Q: I need the vibration frequencies of zinc sulphide for a process model, and the list of phonon frequencies puzzles me. The highest one is 271 cm⁻¹ for the first wave vector and 330 cm⁻¹ for the second. Why should the same crystal become so much stiffer when only the wavelength of the vibration changes?

Phonon frequencies of zinc-blende ZnS at a fixed, given geometry, calculated with ABINIT 10.8.3 using PBE, PseudoDojo norm-conserving pseudopotentials, a 1034 eV cutoff and a 4×4×4 k mesh. Phonon q rows 1, 2 and 3 are the wave vectors (0, 0, 0), (½, 0, 0) and (½, ½, 0) in reciprocal-lattice units. The acoustic sum rule is imposed.

```
row  phonon q row (row)  phonon frequency (cm⁻¹)
  1                   1                      0.0
  2                   1                      0.0
  3                   1                      0.0
  4                   1                    271.1
  5                   1                    271.1
  6                   1                    271.1
  7                   2                     69.2
  8                   2                     69.2
  9                   2                    192.8
 10                   2                    285.4
 11                   2                    285.4
 12                   2                    329.7
 13                   3                     88.3
 14                   3                     88.3
 15                   3                    209.1
 16                   3                    305.0
 17                   3                    305.0
 18                   3                    318.2
```

A: Sort the modes first. The column "phonon q row" numbers the wave vectors: 1 is Γ, where all unit cells move alike, while 2 and 3 are L and X, where successive layers of cells move in opposite directions. The layers are stacked along the body diagonal of the cube for L and along its edge for X. L and X are therefore the ends of two different paths from Γ, and each should be compared with Γ.

Two atoms per cell give six modes for each wave vector. At L and X you find two pairs and two single modes. Symmetry makes the pairs transverse, with atoms moving sideways to the wave, and the single modes longitudinal, with atoms moving along it. From the bottom up they are TA, LA, TO and LO, where A stands for acoustic and O for optical.

Q: What keeps the lowest pair so far below everything else?

A: An acoustic wave of very great length merely shifts the whole crystal, which costs no energy. The calculation imposes this as a condition, so the three zeros at Γ are no test of its accuracy. At shorter wavelengths LA squeezes and stretches bonds, whereas TA mainly tilts them. An open tetrahedral network resists tilting much less, and LA accordingly lies 2.8 times as high as TA at L and 2.4 times at X.

Q: By your sorting, Γ should also have an optical pair and a single optical mode. It has three equal frequencies.

A: That is the irregular place in the table, and it causes your puzzle. Zinc and sulphur carry opposite charges. In a long longitudinal optical wave they move against each other along the direction of travel, so that sheets of charge build up and an electric field pulls the atoms back. A transverse wave builds up no such sheets. Exactly at Γ the wave has no direction, the field is left out, and cubic symmetry makes all three frequencies equal to that of TO.

The field can be put back with a standard relation:

ω_LO² = ω_TO² + Z²e² / (ε₀ ε∞ μ V)

Here ω is the angular frequency, Z the effective charge of a moving ion in units of e, ε₀ the vacuum permittivity and ε∞ the dielectric constant of the electrons alone. V is the volume of the two-atom cell and μ the reduced mass of zinc and sulphur. The same calculation gives Z ≈ 2.0 and ε∞ ≈ 6.0, which places LO at about 335 cm⁻¹ for long waves.

Q: Then the top branch does not climb at all?

A: It falls slightly, from 335 cm⁻¹ near Γ to 330 at L and 318 at X. The apparent jump came from joining a TO value at Γ to an LO value at L. The small fall towards L is delicate, because an ε∞ larger by a tenth in this relation, with the value at L left as it is, would almost remove it. PBE usually makes ε∞ too large, so the true splitting near Γ is probably somewhat wider.

The TO pair does the opposite and rises by 14 cm⁻¹ to L and by 34 cm⁻¹ to X. The two optical branches thus approach each other from both sides. Their distance is about 64 cm⁻¹ for long waves and only 13 cm⁻¹ at X.

Q: Why does LO come down?

A: Because different atoms take part. In the long wave, zinc and sulphur swing against each other. At X, each sulphur atom has two zinc neighbours in the layer above and two in the layer below, and these layers move in opposite directions. Their pulls along the wave cancel, and the symmetry of the crystal extends this cancellation to more distant zinc atoms. One longitudinal mode is therefore a motion of sulphur alone and the other a motion of zinc alone. At L the pulls cancel only in part, so symmetry lets both kinds of atom share in each longitudinal mode, and the effect should be weaker there.

The lighter sulphur should own the upper mode. With equal stiffness for both atoms, the two frequencies would differ by the square root of the mass ratio, which is 1.43. The calculated ratio is 1.52, close enough to support the assignment.

Q: Can the masses alone predict the value at X?

A: Try it. Keep the stiffness of the long LO wave and change only the moving mass, from the reduced mass μ to the mass M of sulphur. Since μ/M_S = M_Zn/(M_Zn + M_S), rough atomic masses are enough:

μ/M_S ≈ 65/(65 + 32) ≈ 0.67

ω_LO(X) ≈ 335 cm⁻¹ × √0.67 ≈ 275 cm⁻¹

The direction is right, but the fall is far too large, for the calculation gives 318 cm⁻¹. The same step for zinc gives 192 cm⁻¹ for LA, against a calculated 209. No frequency at X entered this estimate, so both comparisons are real tests. The printed output after this text lists them with the other differences and ratios.

Q: What did the estimate leave out?

A: The change with wavelength in the forces between atoms of the same kind. The output labels the estimate as one without such forces, but strictly it keeps their share in the electric field of the long wave. Apart from that field, neighbouring sulphur atoms in a long wave move almost in step and hardly strain the links between them. At X, sulphur atoms in successive layers move in opposite directions, and those links resist. Compared with the long LO wave, the stiffness felt by sulphur is 34 % higher at X, and that felt by zinc 18 % higher. The heavier moving mass pulls LO down, and the extra stiffness returns most of the loss.

Q: Does the same stiffening lift TO?

A: Forces between like atoms lift it too, though not necessarily the same ones, and there the evidence does not depend on our estimate of LO. Picture a chain of alternating balls with springs only between neighbours. When its acoustic frequency rises, its optical frequency must fall, because the sum of their squares is fixed:

ω_A² + ω_O² = k_Zn/M_Zn + k_S/M_S

Each k is the restoring force per unit displacement on one kind of atom while the other kind stays at rest. If forces act only between unlike atoms, k is the same for every wavelength.

In zinc sulphide TA and TO rise together. The sum of their squares is 17 % larger at L than at Γ, and 37 % larger at X. In a harmonic crystal only forces between like atoms can change this sum, so the rise shows that they matter.

Q: Are those forces just the repulsion between equal charges?

A: Not that alone. For rigid point charges, theory says that electrostatic forces can move weight between longitudinal and transverse modes but leave the total of all squared frequencies unchanged. On the way from Γ to L or X they are expected to move weight from the longitudinal to the transverse modes, which would supply part of the rise of TO and push LO further down. Yet here the longitudinal sum rises as well, by about 30 % at both L and X. Some other force between like atoms must act.

The stiffness of the bond angles looks like an obvious source, but for the total it works the other way. In a tetrahedral network, theory says that springs resisting only a change of angle make the total of all squared frequencies smaller at L and X than at Γ, even though they raise the longitudinal part at X. The "bond-bending" term of the common Keating model is not such a spring, because it also responds to changes of bond length, and it is expected to raise the total. A direct spring along the line between two neighbouring sulphur atoms would make it larger, and electron clouds that deform as the atoms move might do so too. The frequencies alone do not identify the source.

Q: Which number should I compare with a measured spectrum?

A: Compare the 271 cm⁻¹ at Γ with the measured TO line, and the estimated 335 cm⁻¹ with the LO line. The crystal was held at a chosen size, and optical frequencies shift with bond length, so good agreement would partly reflect that choice. For any polar crystal, find out whether the optical values at Γ include the electric field before you draw a branch through them. If they are all equal in a cubic crystal with two atoms per cell, they are TO values, and the LO branch has to start higher.

The analysis program printed:

```
Estimated LO frequency at Gamma with the macroscopic field (1/cm): 335.3
LO minus TO at Gamma, LO estimated (1/cm): 64.15
LO minus TO at L (1/cm): 44.3
LO minus TO at X (1/cm): 13.2
TO change from Gamma to L (1/cm): 14.3
TO change from Gamma to X (1/cm): 33.9
LO change from Gamma to L, Gamma estimated (1/cm): -5.551
LO change from Gamma to X, Gamma estimated (1/cm): -17.05
Ratio of LA to TA frequency at L: 2.786
Ratio of LA to TA frequency at X: 2.368
Ratio of LO to LA frequency at X: 1.522
Square root of the mass ratio Zn to S: 1.428
LO at X if like atoms exerted no forces on each other (1/cm): 274.6
LA at X if like atoms exerted no forces on each other (1/cm): 192.3
Extra longitudinal stiffness felt by S at X against Gamma (percent): 34.26
Extra longitudinal stiffness felt by Zn at X against Gamma (percent): 18.23
Rise of TA squared plus TO squared from Gamma to L (percent): 17.34
Rise of TA squared plus TO squared from Gamma to X (percent): 37.18
Rise of LA squared plus LO squared from Gamma to L (percent): 29.79
Rise of LA squared plus LO squared from Gamma to X (percent): 28.99
```
